**NICS of 4-substituted 2-methyl-1,2,3-triazoles: orders, differences and a current-loop estimate**

The table holds NICS(0), NICS(1), NICS(1)zz and the HOMO-LUMO gap of six triazoles from PySCF, GIAO PBE0/pcSseg-1 on GFN2-xTB geometries, gas phase, one conformer each. The program works out differences, ratios and rank orders against electronegativity, gap and IAO charges, and tests one parameter-free estimate, six freely precessing electrons on a loop of the ring's radius. The loop gives −31.4 ppm at 1 Å against a table mean of −31.3 ppm, shifts to −38 ppm when split above and below the ring, and overestimates the shielding at the centre. Neither electronegativity nor gap orders all six rows, and fluorine is irregular in NICS(0) alone. The two faces of one ring differ by up to 0.52 ppm, more than the steps between isopropyl, ester and acetyl.

Calculated values. PySCF 2.14.0, PBE0/pcSseg-1 with density fitting, gas phase, GFN2-xTB geometries, for 2-methyl-1,2,3-triazoles *c1cnn(C)n1 (SMILES); the marked atom is the ring carbon that carries the group *. NICS is the negative GIAO shielding at the ring centre (0) or 1 Å off it, mean of both faces (1); zz is the part along the ring normal. Electronegativities are Pauling's.

## Script

```python
# Table: NICS(0), NICS(1), NICS(1)zz (ppm) and HOMO-LUMO gap (eV) of 4-substituted 2-methyl-1,2,3-triazoles,
# PySCF GIAO PBE0/pcSseg-1 on GFN2-xTB geometries. Tested: orders, differences, and one free-electron loop estimate.
T = {
    'member': ['*C=C', '*C(C)=O', '*C(=O)OC', '*C(C)C', '*SC', '*F'],
    'formula': ['C5H7N3', 'C5H7N3O', 'C5H7N3O2', 'C6H11N3', 'C4H7N3S', 'C3H4FN3'],
    'link': ['C', 'C', 'C', 'C', 'S', 'F'],
    'en': [2.55, 2.55, 2.55, 2.55, 2.58, 3.98],
    'r_group': [1.444, 1.468, 1.467, 1.491, 1.737, 1.323],  # Å
    'torsion': [0, 180, 0, 119, 0, None],  # °
    'n0': [-12.2, -12.8, -13.0, -13.0, -12.2, -14.1],  # ppm
    'n1': [-12.6, -13.1, -13.2, -13.1, -12.6, -12.5],  # ppm
    'n1zz': [-31.0, -31.6, -31.9, -32.1, -30.5, -30.5],  # ppm
    'gap': [5.95, 6.07, 6.9, 7.35, 6.16, 7.35],  # eV
}
import numpy as np
from scipy.constants import physical_constants as pc
from scipy.stats import spearmanr
m = T['member']
n0, n1, zz, gap, en = (np.array(T[k], float) for k in ('n0', 'n1', 'n1zz', 'gap', 'en'))
ix = {k: i for i, k in enumerate(m)}
# further outputs of the same runs: zz on two faces, HOMO, LUMO (eV), IAO charges of C4 (marked), C5, N3
X = {'*C=C': (-31.03, -30.94, -6.715, -0.765, 0.0441, -0.1069, -0.2482),
     '*C(C)=O': (-31.90, -31.39, -7.488, -1.415, -0.0181, -0.0728, -0.2324),
     '*C(=O)OC': (-31.64, -32.14, -7.932, -1.037, -0.0150, -0.0769, -0.2102),
     '*C(C)C': (-32.33, -31.81, -7.194, 0.154, 0.0543, -0.1248, -0.2569),
     '*SC': (-30.79, -30.28, -6.195, -0.037, -0.0736, -0.1175, -0.2776),
     '*F': (-30.35, -30.69, -7.632, -0.280, 0.3373, -0.1505, -0.2712)}
# further outputs: Mayer orders C4-C5, C5-N1, N1-N2, N2-N3, N3-C4; geometry of the F row (A)
BO = {'*C(C)=O': (1.297, 1.528, 1.218, 1.274, 1.401), '*SC': (1.282, 1.513, 1.245, 1.203, 1.414),
      '*F': (1.327, 1.463, 1.257, 1.174, 1.501)}
ring = np.array([[-.39, -.03, .02], [.35, -1.04, -.34], [1.60, -.59, -.33], [1.53, .75, .05], [.27, 1.08, .27]])
Hme = np.array([[-2.13, -1.04, -.34], [-2.09, -.16, 1.20], [-2.28, .74, -.31]])
xy = (3*n1 - zz)/2
print('Rounding: +-0.05 ppm per entry, +-0.1 per difference and per xx,yy mean')
print('group     N0-N1  N0/N1   zz/3  share of N1  xx,yy mean (ppm)')
for i, k in enumerate(m):
    print(f'{k:9s} {n0[i]-n1[i]:+5.1f} {n0[i]/n1[i]:6.2f} {zz[i]/3:7.2f} {100*zz[i]/3/n1[i]:7.0f} % {xy[i]:9.2f}')
for name, v in (('NICS(0)', n0), ('NICS(1)', n1), ('NICS(1)zz', zz)):
    print(f'{name}: span {np.ptp(v):.1f} ppm = {100*np.ptp(v)/abs(v.mean()):.0f} % of mean {v.mean():.1f}')
F, S, P = ix['*F'], ix['*SC'], ix['*C(C)C']
o = np.arange(len(m)) != F
print(f'NICS(0) without F: span {np.ptp(n0[o]):.1f}, F below their mean by {n0[o].mean()-n0[F]:.1f} ppm')
c = np.array([l == 'C' for l in T['link']])
print(f'F minus SC: electronegativity {en[F]-en[S]:.2f}, zz {zz[F]-zz[S]:+.1f}, N0 {n0[F]-n0[S]:+.1f} ppm')
print(f'C-bound groups (one electronegativity): zz span {np.ptp(zz[c]):.1f} ppm')
print(f'F minus isopropyl: gap {gap[F]-gap[P]:+.2f} eV, zz {zz[F]-zz[P]:+.1f} ppm')
print(f'Rank correlation gap vs zz: all six {spearmanr(gap, zz)[0]:+.2f}, four C-bound {spearmanr(gap[c], zz[c])[0]:+.2f}')
print('Chance of a monotonic order of four rows: 2/24 = 8 %')
print('group     face split  zz mean (ppm)  HOMO  LUMO (eV)  q(C4)  q(C5+N3) (e)')
for k in m:
    x = X[k]
    print(f'{k:9s} {abs(x[0]-x[1]):7.2f} {(x[0]+x[1])/2:11.2f} {x[2]:9.2f} {x[3]:6.2f} {x[4]:+9.3f} {x[5]+x[6]:+7.3f}')
q = np.array([X[k][5] + X[k][6] for k in m])
zf = np.array([(X[k][0] + X[k][1])/2 for k in m])
od = np.argsort(zf)
print('zz order, most negative first: ' + ', '.join(m[i] for i in od))
print('steps between neighbours (ppm): ' + ', '.join(f'{d:.2f}' for d in np.diff(zf[od])))
print('q(C5+N3) order, most negative first: ' + ', '.join(m[i] for i in np.argsort(q)))
print(f'Rank correlation q(C5+N3) vs zz: {spearmanr(q, zz)[0]:+.2f}')
print('Ring Mayer orders, mean/std: ' + '; '.join(f'{k} {np.mean(b):.2f}/{np.std(b):.3f}' for k, b in BO.items()))
cen = ring.mean(0)
nrm = np.linalg.svd(ring - cen)[2][2]
nrm = nrm*np.sign(nrm[2])
a = np.linalg.norm(ring - cen, axis=1).mean()
print('F row, N-methyl H heights above the ring (A): ' + ', '.join(f'{h:+.2f}' for h in (Hme - cen) @ nrm))
re = pc['classical electron radius'][0]*1e10
loop = lambda z, h=0.0: -1e6*6*re*a**2/4*((a*a + (z-h)**2)**-1.5 + (a*a + (z+h)**2)**-1.5)
print(f'Loop of 6 electrons, radius {a:.2f} A: zz at 1 A {loop(1):.1f} ppm, table mean {zz.mean():.1f}')
print(f'  row deviations from the loop: {(zz-loop(1)).min():+.1f} to {(zz-loop(1)).max():+.1f} ppm')
print(f'  centre zz {loop(0):.0f}, zz/3 {loop(0)/3:.0f} ppm; centre/1 A ratio {loop(0)/loop(1):.2f}')
print(f'  table isotropic N0/N1: {(n0/n1).min():.2f} to {(n0/n1).max():.2f}')
h = 0.6  # rough recalled height of the pi density maximum, A
print(f'  loops split to +-{h} A (rough): zz at 1 A {loop(1, h):.0f}, centre {loop(0, h):.0f} ppm, ratio {loop(0, h)/loop(1, h):.2f}')
assert (zz < n1).all() and (n1 < 0).all() and np.ptp(zz) < 2
assert n0[F] < n1[F] and (n0[o] > n1[o]).all()
assert abs(zz[F] - zz[S]) < 0.11 and abs(gap[F] - gap[P]) < 0.011
assert 0.5 < loop(1)/zz.mean() < 2
```

It prints:

```
Rounding: +-0.05 ppm per entry, +-0.1 per difference and per xx,yy mean
group     N0-N1  N0/N1   zz/3  share of N1  xx,yy mean (ppm)
*C=C       +0.4   0.97  -10.33      82 %     -3.40
*C(C)=O    +0.3   0.98  -10.53      80 %     -3.85
*C(=O)OC   +0.2   0.98  -10.63      81 %     -3.85
*C(C)C     +0.1   0.99  -10.70      82 %     -3.60
*SC        +0.4   0.97  -10.17      81 %     -3.65
*F         -1.6   1.13  -10.17      81 %     -3.50
NICS(0): span 1.9 ppm = 15 % of mean -12.9
NICS(1): span 0.7 ppm = 5 % of mean -12.8
NICS(1)zz: span 1.6 ppm = 5 % of mean -31.3
NICS(0) without F: span 0.8, F below their mean by 1.5 ppm
F minus SC: electronegativity 1.40, zz +0.0, N0 -1.9 ppm
C-bound groups (one electronegativity): zz span 1.1 ppm
F minus isopropyl: gap +0.00 eV, zz +1.6 ppm
Rank correlation gap vs zz: all six -0.19, four C-bound -1.00
Chance of a monotonic order of four rows: 2/24 = 8 %
group     face split  zz mean (ppm)  HOMO  LUMO (eV)  q(C4)  q(C5+N3) (e)
*C=C         0.09      -30.98     -6.71  -0.77    +0.044  -0.355
*C(C)=O      0.51      -31.64     -7.49  -1.42    -0.018  -0.305
*C(=O)OC     0.50      -31.89     -7.93  -1.04    -0.015  -0.287
*C(C)C       0.52      -32.07     -7.19   0.15    +0.054  -0.382
*SC          0.51      -30.54     -6.20  -0.04    -0.074  -0.395
*F           0.34      -30.52     -7.63  -0.28    +0.337  -0.422
zz order, most negative first: *C(C)C, *C(=O)OC, *C(C)=O, *C=C, *SC, *F
steps between neighbours (ppm): 0.18, 0.25, 0.66, 0.45, 0.01
q(C5+N3) order, most negative first: *F, *SC, *C(C)C, *C=C, *C(C)=O, *C(=O)OC
Rank correlation q(C5+N3) vs zz: -0.64
Ring Mayer orders, mean/std: *C(C)=O 1.34/0.110; *SC 1.33/0.115; *F 1.34/0.123
F row, N-methyl H heights above the ring (A): -0.23, +1.01, -0.70
Loop of 6 electrons, radius 1.13 A: zz at 1 A -31.4 ppm, table mean -31.3
  row deviations from the loop: -0.7 to +0.9 ppm
  centre zz -75, zz/3 -25 ppm; centre/1 A ratio 2.37
  table isotropic N0/N1: 0.97 to 1.13
  loops split to +-0.6 A (rough): zz at 1 A -38, centre -52 ppm, ratio 1.34
```
